Q: Dimethyldichlorosilane has two chlorines and two methyl groups on one silicon. Chlorine is the most electronegative element in it, so I would put the most negative charge there. Does the calculation agree?

Hirshfeld charges, relative to spherical free atoms, for each atom of neutral singlet dimethyldichlorosilane, (CH3)2SiCl2, in the gas phase. Computed with PySCF 2.14.0 as a PBE0/def2-TZVP single point at the GFN2-xTB geometry.

```
row  hirshfeld charge (e)  computed element
  1                 0.377                Si
  2                -0.116                Cl
  3                -0.116                Cl
  4                -0.218                 C
  5                 0.049                 H
  6                 0.048                 H
  7                 0.049                 H
  8                -0.218                 C
  9                 0.049                 H
 10                 0.049                 H
 11                 0.049                 H
```

A: It does not. Each carbon carries −0.218 e and each chlorine only −0.116 e, so carbon is almost twice as negative. Silicon is the one strongly positive atom, and the six hydrogens are all weakly positive.

Q: Before I believe that, what is a Hirshfeld charge?

A: Picture the free, neutral atoms placed at the positions they have in the molecule. At every point in space the true electron density is divided among the atoms in proportion to what those free atoms would contribute there. The charge of an atom is its nuclear charge minus the electrons in its share. Because the shares overlap and start from neutral atoms, such charges come out small. The 0.377 e on silicon is therefore no measure of its oxidation state, which is +4 by the usual rules. Other ways of dividing the density give other charges, and the order of carbon and chlorine discussed here was found with this one only.

Q: Then why does carbon beat chlorine?

A: Because an atom's charge adds up what happens in all of its bonds, and the two atoms have different numbers of bonds. Chlorine has a single neighbour, silicon, from which it draws density. Carbon has four neighbours, one silicon and three hydrogens, and every one of them is less electronegative than carbon. Chlorine takes a larger amount from one source, while carbon takes smaller amounts from four.

Q: Can you see in the numbers where carbon's charge comes from?

A: Yes, by adding up the methyl group. Its three hydrogens together carry 3 × 0.049 = 0.147 e, which balances about two thirds of the charge on their carbon. A whole methyl group is left with only −0.07 e, and since it is tied to the rest of the molecule by the Si–C bond alone, we can book that amount as drawn from silicon. Most of carbon's negative charge is thus a private matter between carbon and its own hydrogens.

Q: So who pulls harder on silicon?

A: Chlorine does. One chlorine holds about 1.6 times the charge of one methyl group, so group by group the order is the one you expected. Silicon is so positive because it is the least electronegative atom present and gives density away in all four of its bonds. The Si–C bonds in this GFN2-xTB structure are probably a few hundredths of an ångström too long, and the effect of that on the charges was not tested, so I would not lean on the second digit of the ratio.

Q: Can this picture be made quantitative?

A: In a simple way. Suppose that the charge moved through a bond is proportional to the difference in electronegativity χ between its two ends. Adding up the bonds of atom A gives its charge q:

q(A) = k × sum over bonded neighbours of [χ(neighbour) − χ(A)]

For χ I take rough Pauling values: 1.9 for silicon, 2.2 for hydrogen, 2.6 for carbon and 3.2 for chlorine. The only adjustable number is k, and a least-squares fit to all eleven atoms gives k = 0.10 e per unit of electronegativity.

Q: Work it out for carbon.

A: Carbon has one silicon and three hydrogens around it:

sum = (1.9 − 2.6) + 3 × (2.2 − 2.6) = −1.9

q(C) = 0.10 × (−1.9) = −0.19 e

The calculation gives −0.218 e, so the estimate is about an eighth too small in magnitude. For chlorine the sum has one term, 1.9 − 3.2 = −1.3, which leads to −0.13 e, a little too negative. Both atoms were part of the fit, so this is a description of the charges and not a prediction.

Q: How much does such a fit prove?

A: Not much by itself. There are only four kinds of atom here, and their charges must add up to zero, so one constant is being held against three independent numbers. The outcome also leans on the value chosen for carbon. With 2.5 in place of 2.6, carbon would be only 1.15 times as negative as chlorine, whereas the calculation has a ratio of about 1.9. The order survives that change, but its size is not well captured.

Q: Would a simpler rule do as well, with the charge following the atom's own electronegativity?

A: No, and this comparison is the more telling one. A straight line in the atom's own χ, fitted to the same eleven atoms, has two adjustable constants instead of one. It still puts chlorine at −0.22 e and carbon at −0.05 e, which is the wrong way round. Any such falling line must do so, because it knows nothing about the neighbours. The order does come out right once we count how an atom compares with the atoms it is bonded to, and how many of them there are. That supports the explanation, though it does not prove it.

Q: Where does the one-constant model miss most clearly?

A: It treats all bonds alike. With the χ values used here, the C–H bond moves about 0.12 e per unit of electronegativity difference and the Si–Cl bond about 0.09 e. That is why the model makes carbon too weakly negative and chlorine too strongly so. Part of the contrast may come from the rounded χ values, since carbon and hydrogen differ by only 0.4. One possible reason is that chlorine's lone pairs give some density back to silicon, but nothing here isolates that effect, so it remains a guess.

Q: One hydrogen, row 6, has 0.048 e where the others have 0.049 e. Is it special?

A: No. Row 10 is the matching hydrogen on the other methyl group, related to it by the symmetry of the molecule, and it has 0.049 e. A difference of one unit in the last digit between two equivalent atoms comes from rounding or from the numerical integration. The six hydrogens should be read as having the same charge.

Q: If carbon is the most negative atom, would an approaching positive charge go there?

A: It would be drawn to chlorine. On the outer surface of the molecule's electron density the electrostatic potential is lowest between the two chlorines, on the side away from the methyl groups, at −0.545 V. Carbon's negative charge sits inside a shell of positive hydrogens that largely cancel it when seen from outside. Chlorine has no such shell, and its lone pairs face outwards.

Q: Do the charges at least reproduce the dipole moment?

A: They get its direction right but less than half of its size. Measured from silicon, the two chlorines contribute 1.3 debye, and the two methyl groups, on the opposite side, take back 0.4 debye. The sum is 0.9 debye, while the full density has a dipole of 2.05 debye. The rest comes from density that is shifted within each atom's own share, as in a lone pair that leans to one side. A net charge counts the electrons in a share but does not record where in it they are.

Q: We use this molecule to put methyl-covered films on oxide surfaces in small devices. Do the charges tell me which group comes off?

A: No, they do not. Surface OH groups attack silicon, the Si–Cl bonds are replaced by Si–O bonds, and the methyl groups stay behind as the water-repellent outer layer. The more negative atom, carbon, is thus the one that remains. Chlorine leaves because chloride is a stable leaving group and a strong Si–O bond takes its place, and neither of these facts can be read from a charge in the intact molecule.

Q: How would I guess the charges in a related molecule?

A: Go to each atom and look at its neighbours before you look at the atom itself. As a rule of thumb, a less electronegative neighbour makes it more negative, and a more electronegative one makes it more positive. If one hydrogen of a methyl group were replaced by chlorine, that carbon would lose a donor and gain a neighbour that pulls density away, so its charge should become less negative. To judge how strongly a group pulls on the rest of the molecule, add up the charges of the whole group first.
